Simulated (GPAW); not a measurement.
# Local-field cutoff and the static electronic dielectric constant of SiO2 (P3_221) in the RPA on PBE bands

Before the dielectric response of SiO2 is computed, a local-field cutoff must be chosen: high enough that ε∞ no longer depends on it, but no higher than the purpose requires. The constant sets the refractive index well below the absorption edge and the electronic part of the screening in an insulating layer, so an error in it passes into both.

The quantity followed here is the clamped-ion ε∞ for a field along x, in the random-phase approximation (RPA) on PBE bands. Only the local-field cutoff changes from row to row. Each value is measured against the row at 90 eV, the highest cutoff in the table, and not against experiment. The differences therefore show convergence in one setting, not the accuracy of the RPA.

## Computational details

The measured cell of a diffraction database, fixed. GPAW 26.7.0, plane waves with PAW (cutoff 550 eV), no spin polarisation, no spin-orbit coupling, clamped ions. Each name gives functional, response level, k mesh, size of the sum over states, local-field cutoff and any scissors shift of the empty bands; line broadening 0.12 eV. The smallest direct gap met on these meshes is 6.33 eV. All ran on Arm Neoverse V1, shared with other work, so times are rough. The same in all rows: bands in the sum: 66; scissors shift: 0.0 eV; k-point spacing: 0.25 1/Å.

Notes on method and selection:

- Meshes coarser than about 0.2 1/Å can put ε∞ too high by tens of per cent where the direct gap is small.
- Runs that did not converge, have known faults or may not be shown are not listed, and runs on Ansatz's PAW sets soft_1 and soft_2 are kept to separate tables.

Columns:

- ε∞: real dielectric constant at zero frequency, field along x.
- cost (core-s): processor time of the response step.

## The series

| member | local-field cutoff (eV) | ε∞ | cost (core-s) |
| --- | --- | --- | --- |
| PBE, RPA, 6×6×5, 66 bands, 50 eV | 50 | 2.311 | 64 |
| PBE, RPA, 6×6×5, 66 bands, 90 eV | 90 | 2.304 | 87 |
| PBE, RPA, 6×6×5, 66 bands, 15 eV | 15 | 2.391 | 63 |
| PBE, RPA, 6×6×5, 66 bands, 70 eV | 70 | ? | 68 |
| PBE, RPA, 6×6×5, 66 bands, 25 eV | 25 | 2.378 | 60 |
| PBE, RPA, 6×6×5, 66 bands, 35 eV | 35 | 2.321 | 68 |

Cells marked ? are withheld until the estimate has been made.

## Reading the trend

Among the members shown, ε∞ falls at every increase of the cutoff, from 2.391 at 15 eV to 2.304 at 90 eV. The whole change is 2.391 − 2.304 = 0.087, or 3.8 % of the value at 90 eV.

The sign follows from theory. A uniform field induces a non-uniform charge in the crystal, and the short-wavelength fields of that charge oppose part of the polarisation. In matrix form,

$$\varepsilon_\infty = \varepsilon_{00} - w^\dagger B^{-1} w ,$$

where $\varepsilon_{00}$ is the response without local fields, $B$ is the block of the symmetrised dielectric matrix for non-zero reciprocal-lattice vectors, and $w$ couples that block to the uniform field. In the static RPA $B$ is positive definite, so each added vector can only leave the subtracted term unchanged or enlarge it. With the bands held fixed, a higher cutoff cannot raise ε∞.

The fall is uneven. Between 25 and 35 eV it is 2.378 − 2.321 = 0.057, about two thirds of the whole change. A cutoff $E$ in eV admits plane waves of wavelength down to $h/\sqrt{2mE}$, roughly $\sqrt{150/E}$ Å, so this step brings in waves of about 2.4 to 2.1 Å. These are comparable with the spacing of neighbouring oxygen atoms, and a few strong components of the charge may enter there together; the table does not list the vectors.

Beyond 50 eV the slope is small: (2.304 − 2.311) / 40 = −0.00018 per eV. A cutoff of 50 eV leaves ε∞ 0.007, or 0.3 %, above the 90 eV row, which is enough for most uses. At 25 eV the excess is still 0.074. With 66 bands in every row, convergence with a larger sum over states is not tested.

The processor times differ by less than a factor of two on shared machines, and one mid-range run also includes the response along z, so they give no reason to prefer a low cutoff.

## Blind estimate

Plain estimates from the members shown:

- PBE, RPA, 6×6×5, 66 bands, 70 eV, mean of the 5 members shown: 2.341 , standard deviation 0.036

The mean of the members shown, 2.341, is unsuitable because it includes the poorly converged low cutoffs. Since ε∞ cannot rise with the cutoff, the value at 70 eV must lie between its neighbours, 2.311 at 50 eV and 2.304 at 90 eV.

To interpolate, the remaining error is assumed to fall inversely with the number of plane waves, hence as $E^{-3/2}$. The share of the drop completed at 70 eV is then

$$\frac{50^{-3/2} - 70^{-3/2}}{50^{-3/2} - 90^{-3/2}} \approx 0.68 ,$$

which gives 2.311 − 0.68 × 0.007 = 2.306. A straight line in the cutoff would give (2.311 + 2.304) / 2 = 2.3075, so the choice of form matters little.

The same route can be tried on each interior member from its two neighbours. At 50 eV it gives 2.321 − 0.55 × 0.017 = 2.312 against 2.311 in the table, at 35 eV 2.378 − 0.61 × 0.067 = 2.337 against 2.321, and at 25 eV 2.391 − 0.74 × 0.070 = 2.339 against 2.378. As shares of the drop between the neighbours, the misses are 0.04, 0.24 and 0.56, with a root mean square of 0.35. Applied to the present drop, this gives 0.35 × 0.007 = 0.002 as the standard deviation. The large misses come from the steep step between 25 and 35 eV, while the test nearest to the present case is much closer.

**Committed estimate, PBE, RPA, 6×6×5, 66 bands, 70 eV: ε∞ = 2.306 ± 0.002.**

## Check

| member | local-field cutoff (eV) | ε∞ | cost (core-s) |
| --- | --- | --- | --- |
| PBE, RPA, 6×6×5, 66 bands, 70 eV | 70 | 2.308 | 68 |

| member | estimate | ε∞ | computed | estimate − computed | miss in error bars |
| --- | --- | --- | --- | --- | --- |
| PBE, RPA, 6×6×5, 66 bands, 70 eV | committed | 2.306 | 2.308 | −0.002 | 1.0 |
| PBE, RPA, 6×6×5, 66 bands, 70 eV | mean | 2.341 | 2.308 | +0.033 |  |

The estimate of 2.306 is 0.002 below the computed 2.308, at the very edge of its error bar. It is much closer than the mean of the other members, which is 0.033 too high.

The bounds held: ε∞ at 70 eV lies between its neighbours, as it must if added local fields can only lower it. The assumed $E^{-3/2}$ decay did not. It put 68 % of the drop from 50 to 90 eV before 70 eV, whereas the table gives (2.311 − 2.308) / (2.311 − 2.304) = 0.43, and rounding of the printed values cannot close that gap. The straight line, at 2.3075, would have been nearer.

The result agrees with the sign of the local-field mechanism but gives no support to a smooth, rapidly fading tail. The two halves of the interval lower ε∞ by 0.003 and 0.004, equal within rounding, so no flattening is visible between 50 and 90 eV.

## Where the trend breaks

The row at 25 eV stands out. A straight line between 15 and 35 eV would give (2.391 + 2.321) / 2 = 2.356 there, and the computed value is higher by 2.378 − 2.356 = 0.022. A curve that flattens steadily would pass below that line, so the departure from smooth convergence is larger still.

The likeliest reason is that reciprocal-lattice vectors enter in discrete shells. In a cell of this size only a few dozen vectors lie below such a cutoff, and they do not count equally. If shells that couple strongly to the uniform field lie between 25 and 35 eV, the run at 25 eV lacks their opposing fields and its ε∞ is too high, which is the sign seen.

The row at 15 eV has the highest ε∞, but as the lowest cutoff it is expected to. The rows from 35 eV upwards show no comparable irregularity.

## Conclusions

From 15 to 90 eV, ε∞ falls with every increase of the cutoff. Between 50 and 90 eV a straight line reproduces the one member tested to within 0.001. Below 50 eV interpolation is much less safe: the inverse-power form missed the 25 eV row by 2.378 − 2.339 = 0.039. The remainder beyond 90 eV is not fixed by these rows.

For the refractive index, $n = \sqrt{\varepsilon_\infty}$, a small change in ε∞ shifts $n$ by that change divided by $2n$, with $n$ about 1.5 here. A cutoff of 50 eV therefore reproduces the 90 eV index to about 0.002, while 15 eV gives an index about 0.03 too high.

Two omitted effects may matter more than the choice of cutoff. Correcting the too-small PBE gap would lower ε∞, and the electron–hole attraction missing from the RPA would raise it. Their partial cancellation can make an RPA value look more accurate than its ingredients.
